# Acid–quencher neutralisation and latent-image sharpening

## Conventions and premises

In a chemically amplified resist, exposure converts photoacid generator (PAG) into acid, and a base quencher removes acid one for one. Concentrations are divided by the initial PAG density $G_0$ (nm$^{-3}$): $h$ is free acid, $q$ is free quencher, and $h_0$, $q_0$ are their values when neutralisation starts. $E$ is the local dose (mJ/cm$^2$), $C$ the Dill exposure constant (cm$^2$/mJ), $k_Q$ the bimolecular rate constant (nm$^3$/s) and $k=k_QG_0$ (s$^{-1}$). The coordinate $x$ (nm) increases towards higher dose, and $m$ is the fraction of protecting groups left on the polymer.

- **P1.** PAG conversion is first order in dose, with one acid per converted PAG.
- **P2.** Neutralisation is irreversible and 1:1, with mass-action rate $khq$ and constant $k$.
- **P3.** Acid and quencher mix over molecular distances, so that P2 holds, but are not transported over the length scale of the image.
- **P4.** The quencher is uniform and not destroyed by exposure, $0<q_0<1$, and $k$ and the bake time $t$ are the same everywhere.
- **P5.** Deprotection is catalytic, $dm/dt=-k_ahm$ with $m(0)=1$; it consumes no acid, and acid has no other loss channel.

## Statement

With $\Delta=h_0-q_0$, $\tau=kq_0t$ and $a=1+\tau$:

1. The difference $h-q=\Delta$ is conserved at each point, and
$$h(t)=\frac{\Delta}{1-f},\qquad f=\frac{q_0}{h_0}\,e^{-k\Delta t}.\tag{1}$$
2. At exact stoichiometry, $h_0=q_0$,
$$h=q=\frac{h_0}{1+kh_0t}.\tag{2}$$
3. For $k|\Delta|t\gg1$, $h\to\max(\Delta,0)$. Free acid survives only above the threshold dose
$$E_{\rm th}=-\ln(1-q_0)/C.\tag{3}$$
4. The acid log-slope $\partial\ln h/\partial x$ is the initial one times
$$\Gamma=\left.\frac{\partial\ln h}{\partial\ln h_0}\right|_{q_0}=\frac{h_0}{\Delta}-\frac{f\,(1+kh_0t)}{1-f}.\tag{4}$$
$\Gamma$ rises monotonically from 1 and tends to $h_0/(h_0-q_0)$ where $h_0>q_0$. The absolute gradient $\partial h/\partial x$ never exceeds its initial value.
5. At stoichiometry the gain is finite,
$$\Gamma_s=1+\frac{\tau^2}{2(1+\tau)},\tag{5}$$
and deprotection follows
$$m=(1+\tau)^{-k_a/k},\qquad \Gamma_{A,s}=\frac{\tau\,(1+\tau/2)}{(1+\tau)\ln(1+\tau)},\tag{6}$$
where $\Gamma_{A,s}$ is the log-slope gain of the time-integrated acid.

## Proof

### Initial acid image

By P1 the surviving PAG fraction $g$ obeys $dg/dE=-Cg$ with $g(0)=1$, so $h_0=1-g=1-e^{-CE}$. Differentiating along $x$ and using $CE=-\ln(1-h_0)$,
$$S_0\equiv\frac{\partial\ln h_0}{\partial x}=\frac{CE\,e^{-CE}}{h_0}\,\frac{\partial\ln E}{\partial x}=-\frac{(1-h_0)\ln(1-h_0)}{h_0}\;\mathrm{ILS},\tag{7}$$
where ILS $=\partial\ln E/\partial x$ is the image log-slope. The prefactor equals $CE/(e^{CE}-1)$ and is below 1: PAG depletion flattens the image.

### Conservation and solution

P2 and P3 give $dh/dt=dq/dt=-khq$ at each point. Subtraction gives $d(h-q)/dt=0$, so $q=h-\Delta$ and
$$\frac{dh}{dt}=-kh\,(h-\Delta).\tag{8}$$
For $h_0>0$ the solution stays positive, because $h=h_0\exp(-k\int q\,dt)$; the same holds for $q$. The substitution $u=1/h$ is therefore allowed. Since $du/dt=-h^{-2}dh/dt$, it makes (8) linear:
$$\frac{du}{dt}=k\,(1-\Delta u).$$
For $\Delta\ne0$ the solution with $u(0)=1/h_0$ is $u=1/\Delta+(1/h_0-1/\Delta)e^{-k\Delta t}$. Because $1/h_0-1/\Delta=-q_0/(h_0\Delta)$, this is $u=(1-f)/\Delta$, which proves (1). The factor $1-f$ has the sign of $\Delta$ at all times: $f<1$ for $\Delta>0$ and $f>1$ for $\Delta<0$.

For $\Delta=0$ the equation is $du/dt=k$, so $1/h=1/h_0+kt$, which proves (2). The decay is algebraic. The first half-life is $1/(kh_0)$, and for $\tau\gg1$ the acid tends to $1/(kt)$, independent of the loading.

### Expansion about stoichiometry

Put $h_0=q_0(1+\delta)$, so that $k\Delta t=\tau\delta$. Multiplying numerator and denominator of (1) by $1+\delta$ and expanding the exponential,
$$\frac{h}{q_0}=\frac{\delta(1+\delta)}{1+\delta-e^{-\tau\delta}}=\frac{1+\delta}{a-\tau^2\delta/2+\tau^3\delta^2/6-\dots}.$$
The geometric series for the reciprocal gives
$$\frac{h}{q_0}=\frac1a+\frac1a\left(1+\frac{\tau^2}{2a}\right)\delta+c_2\delta^2+\dots,\tag{9}$$
$$c_2=\frac1a\left(\frac{\tau^2}{2a}-\frac{\tau^3}{6a}+\frac{\tau^4}{4a^2}\right)=\frac{\tau^4+4\tau^3+6\tau^2}{12a^3}=\frac{a^4-4a+3}{12a^3}.$$
The leading term is (2), so (1) passes smoothly through $\Delta=0$.

### Fast quenching and threshold

For $\Delta>0$ and $k\Delta t\gg1$, $f\to0$ and $h\to\Delta$. For $\Delta<0$, $f\to\infty$ and $h=|\Delta|/(f-1)\simeq|\Delta|(h_0/q_0)e^{-k|\Delta|t}\to0$. Hence $h\to\max(\Delta,0)$. Setting $1-e^{-CE}=q_0$ gives (3), which exists only for $q_0<1$.

The limit is not uniform in $\Delta$, since $k|\Delta|t\gg1$ never holds at $\Delta=0$. Holding $y=k\Delta t$ fixed while $\tau\to\infty$ makes $q_0/h_0=1/(1+y/\tau)\to1$, and (1) becomes
$$kt\,h\to\frac{y}{1-e^{-y}}=1+\frac y2+\frac{y^2}{12}+\dots\tag{10}$$
The kink of $\max(\Delta,0)$ is thus rounded over $|y|\lesssim1$. Near the stoichiometric point $\Delta\simeq q_0S_0x$, so $y=x/w_0$ with the width
$$w_0=\frac{1}{\tau S_0}.\tag{11}$$

### Log-slope gain

By P4, $h$ depends on $x$ only through $h_0(x)$, so $\partial\ln h/\partial x=\Gamma S_0$ with $\Gamma$ taken at fixed $q_0$. From (1), $\ln h=\ln|\Delta|-\ln|1-f|$. With $\partial\Delta/\partial h_0=1$ and $\partial f/\partial h_0=-f\,(1/h_0+kt)$, multiplication by $h_0$ gives (4). For $\Delta>0$ the second term vanishes as $t\to\infty$, which leaves $h_0/(h_0-q_0)$. For $\Delta<0$, $f/(1-f)\to-1$, so $\Gamma\to1+kh_0t-h_0/|\Delta|$; this grows without bound but acts on an exponentially small acid level.

The bounds follow from the sensitivity $s=\partial h/\partial h_0$, with $s(0)=1$. Differentiating (8) with respect to $h_0$,
$$\frac{ds}{dt}=-k\,[\,sq-h(1-s)\,].$$
At $s=1$ the right side is $-kq<0$, and at $s=0$ it is $kh>0$. Therefore $0<s<1$ for $t>0$, and $\partial h/\partial x=s\,\partial h_0/\partial x$ is smaller than the initial gradient. Since $\Gamma=h_0s/h$ and $d\ln h/dt=-kq$,
$$\frac{d\ln\Gamma}{dt}=\frac1s\frac{ds}{dt}+kq=kh\,\frac{1-s}{s}\ge0 .$$
The quencher therefore sharpens the image by removing background. It adds no slope in absolute concentration.

At $\delta=0$, $\partial\ln h_0=\partial\delta$, so $\Gamma_s$ is the ratio of the first-order to the zeroth-order term of (9), which proves (5). The first-order coefficient itself is
$$s_s=\frac{1+\tau+\tau^2/2}{(1+\tau)^2}\to\frac12 ,$$
the mean of the slopes 0 and 1 on the two sides of the kink. The divergence of $h_0/(h_0-q_0)$ is cut off at $\Gamma_s\simeq(1+\tau)/2$. Equation (2) must not be differentiated with respect to $h_0$ to obtain the gain. That derivative moves $q_0$ together with $h_0$ and gives $1/(1+\tau)$, the response to a common change of both loadings.

### Deprotection

P5 integrates to $m=e^{-k_aA}$ with $A=\int_0^th\,dt'$, for neutralisation and deprotection starting together. Writing (1) as $h=h_0\Delta e^{k\Delta t}/(h_0e^{k\Delta t}-q_0)$ shows that $kh$ is the logarithmic time derivative of the denominator, whose initial value is $\Delta$. Hence
$$A=\frac1k\ln\frac{h_0e^{k\Delta t}-q_0}{\Delta}.\tag{12}$$
To first order in $\delta$ the argument of the logarithm is $a+(\tau+\tau^2/2)\delta$, so $kA=\ln a+(\tau+\tau^2/2)\delta/a$. The first term gives $m=a^{-k_a/k}$, and the ratio of the two terms gives $\Gamma_{A,s}$, which proves (6). With $\Gamma_A=\partial\ln A/\partial\ln h_0$ and $k_aA=-\ln m$,
$$\frac{\partial m}{\partial x}=m\ln m\;\Gamma_A\,S_0 .\tag{13}$$
$\Gamma_A$ is the average of $\Gamma(t')$ with weight $h(t')$, because $h_0\,\partial A/\partial h_0=\int\Gamma h\,dt'$. As $\Gamma$ rises with time, $\Gamma_A\le\Gamma(t)$: early deprotection is driven by acid that is not yet sharpened. If quenching is complete before appreciable deprotection, $A=\Delta t$ and $\Gamma_A=h_0/(h_0-q_0)$ for $\Delta>0$. The gain in $\partial m/\partial x$ is a gain at fixed $m$, and holding $m$ fixed costs dose or amplification $k_at$.

## Range of validity

**Diffusion (P3).** With diffusivities $D_h=D_q=D$ the reaction terms still cancel in the difference, and $\partial_t\Delta=D\nabla^2\Delta$. A sinusoidal component of pitch $p$ decays by $\exp(-4\pi^2Dt/p^2)$, and a linear profile is unchanged. For unequal diffusivities $\Delta$ obeys no closed equation. The rounding of the kink is more sensitive than $\Delta$. Take $h_0$ linear in $x$ near the stoichiometric point and write $h=h^{(0)}+\eta$, where $h^{(0)}$ is (1). To first order in $D$, at $\Delta=0$,
$$\frac{d\eta}{dt}=D\,\partial_x^2h^{(0)}-\frac{2kq_0}{a}\,\eta,\qquad\partial_x^2h^{(0)}=2c_2q_0S_0^2 .$$
The integrating factor is $a^2$, and $dt=da/(kq_0)$. Therefore
$$\frac{\eta}{h}=\frac{DtS_0^2}{6\tau a}\,J,\qquad J=\int_1^a\frac{a'^4-4a'+3}{a'}\,da'=\frac{a^4-1}{4}-4\tau+3\ln a.\tag{14}$$
For $\tau\gg1$ this is $Dt/(24w_0^2)$. Diffusion raises the residual acid. At large $\tau$ the problem is symmetric under $x\to-x$, $h\leftrightarrow q$, so the slope at the centre stays at half of $\partial\Delta/\partial x$ and $\Gamma_s$ falls by about the fraction (14).

**Rate constant (P2).** A diffusion-limited reaction with capture radius $R$ has the Smoluchowski rate $k_Q(t)=4\pi D'R\,[1+R/\sqrt{\pi D't}\,]$, with $D'=D_h+D_q$. A time-dependent rate leaves (1)–(5) valid with $kt$ replaced by $\int k\,dt$, which exceeds the steady value by the fraction $2R/\sqrt{\pi D't}$; (6) and (12) need constant $k$. In this regime $k_Q$ and $D$ are tied, so fast quenching and negligible diffusion cannot be chosen independently.

**Reversibility (P2).** For a 1:1 acid–base pair with dissociation constant $K_d$, normalised to $G_0$, the back rate is $kK_d(h_0-h)$. On solution (2) its ratio to the forward rate $kh^2$ is $\tau(1+\tau)K_d/h_0$, which must be small. This can fail for weakly basic quenchers.

**Counting statistics.** Stoichiometry holds only on average. Let acid and quencher start as independent Poisson distributions, each of mean density $n_0=q_0G_0$, in an unbounded medium with equal $D$. The difference density starts as white noise of strength $2n_0$ and is smoothed by the kernel $K=(4\pi Dt)^{-3/2}e^{-r^2/4Dt}$. Its variance is $2n_0\int K^2d^3r=2n_0/V$ with $V=(8\pi Dt)^{3/2}$, so the relative mismatch is
$$\delta_{\rm rms}=\sqrt{2/(n_0V)} .\tag{15}$$
Since $h=q+\Delta\ge\max(\Delta,0)$ locally, and a zero-mean Gaussian of width $\sigma$ has $\langle\max(\Delta,0)\rangle=\sigma/\sqrt{2\pi}$, the mean acid satisfies $\langle h\rangle\ge q_0\delta_{\rm rms}/\sqrt{2\pi}$ when $n_0V\gg1$. This floor falls as $t^{-3/4}$, more slowly than (2), so (2) fails at long times; this is the segregation law of Ovchinnikov and Zeldovich (1978) and Toussaint and Wilczek (1983). Mean-field behaviour needs $\tau\delta_{\rm rms}\ll1$. The contour $\Delta=0$ wanders by $\delta_{\rm rms}/S_0$, in which $\Gamma$ does not appear: a mismatch is amplified by the same factor as the slope. Clustered acid generation, as from one EUV photon releasing several acids, and confinement to a thin film both increase the variance.

**Photodecomposable quencher (P4).** Then $q_0$ depends on $x$. Equation (1) still holds point by point, but (3)–(6) and (13) change, with $\partial\Delta/\partial x=\partial h_0/\partial x-\partial q_0/\partial x$.

## Numerical illustration at $h_0=q_0$

The inputs are assumed, of a size typical for an EUV chemically amplified resist: $G_0=0.20$ nm$^{-3}$, $q_0=0.20$, $C=0.030$ cm$^2$/mJ, $t=60$ s, $D_h=D_q=0.20$ nm$^2$/s, $R=1.0$ nm, $k_a=0.20$ s$^{-1}$, and 32 nm lines at 64 nm pitch with normalised image log-slope 2.0, so ILS $=0.0625$ nm$^{-1}$. The rate constant is set to $k_Q=5.0$ nm$^3$/s, chosen close to the steady Smoluchowski value $4\pi D'R=5.03$ nm$^3$/s. The stoichiometric point is placed at the line edge. All results are the model's and describe no particular resist.

Then $k=1.0$ s$^{-1}$, $\tau=12$ and the first half-life is 5.0 s. The local threshold dose is $E_{\rm th}=7.44$ mJ/cm$^2$. The prefactor in (7) is 0.893, so $S_0=0.0558$ nm$^{-1}$ and $w_0=1.5$ nm. Equations (1), (2), (4) and (5) give:

| $E$ (mJ/cm$^2$) | $h_0$ | $h(t)$ | $s$ | $\Gamma$ | $h_0/(h_0-q_0)$ |
|---|---|---|---|---|---|
| 5.42 | 0.15 | 0.00194 | 0.096 | 7.39 | not applicable |
| 7.44 | 0.20 | 0.0154 | 0.503 | 6.54 | divergent |
| 9.59 | 0.25 | 0.0521 | 0.903 | 4.34 | 5.00 |
| 11.89 | 0.30 | 0.100 | 0.991 | 2.97 | 3.00 |

The digits are those of the diffusion-free mean-field equations. At the stoichiometric point the acid falls to $q_0/13$, its absolute gradient is about halved, and its log-slope rises from 0.0558 to 0.36 nm$^{-1}$.

The integrated acid is $A=\ln13/k=2.56$ s, against $h_0t=12$ s without quencher. Equation (6) gives $m=0.60$ and $\Gamma_{A,s}=2.5$, and (13) gives $|\partial m/\partial x|=0.043$ nm$^{-1}$. A quencher-free film at the same dose reaches the same $m$ with $k_at$ smaller by a factor 4.7, and its gradient is 0.017 nm$^{-1}$.

The neglected terms are not small for these inputs. With $Dt=12$ nm$^2$ the diffusion length $\sqrt{2Dt}=4.9$ nm exceeds $w_0$. The fundamental of $\Delta$ is reduced by the factor 0.89. With $J=7.1\times10^3$, (14) gives $\eta/h=0.28$, a correction that scales as ILS$^2$. The Smoluchowski transient raises $\tau$ by the fraction 0.23. Irreversibility needs $156\,K_d/h_0\ll1$. For the statistics, $n_0=0.040$ nm$^{-3}$ and $V=5.2\times10^3$ nm$^3$, which holds $2.1\times10^2$ acids on average, so $\delta_{\rm rms}=0.098$ and $\tau\delta_{\rm rms}=1.2$. The fluctuation floor is 0.0078, or 0.51 of the value from (2). The term $y^2/12$ of (10), with the mismatch frozen at its final size, suggests a rise of the mean acid by about 0.11 of its value. The stoichiometric contour wanders by 1.8 nm rms, more than $w_0$; this is a property of the final acid–quencher balance and not the roughness of a developed line.

The model's gains at stoichiometry, about 6.5 for the final acid and 2.5 for deprotection, are therefore reliable to roughly one significant figure. Diffusion and counting noise lower the acid gain, and the rate transient raises it. Away from stoichiometry, for $k\Delta t\gg1$, the gain $h_0/(h_0-q_0)$ no longer depends on $k$ and is limited mainly by the blur of $\Delta$.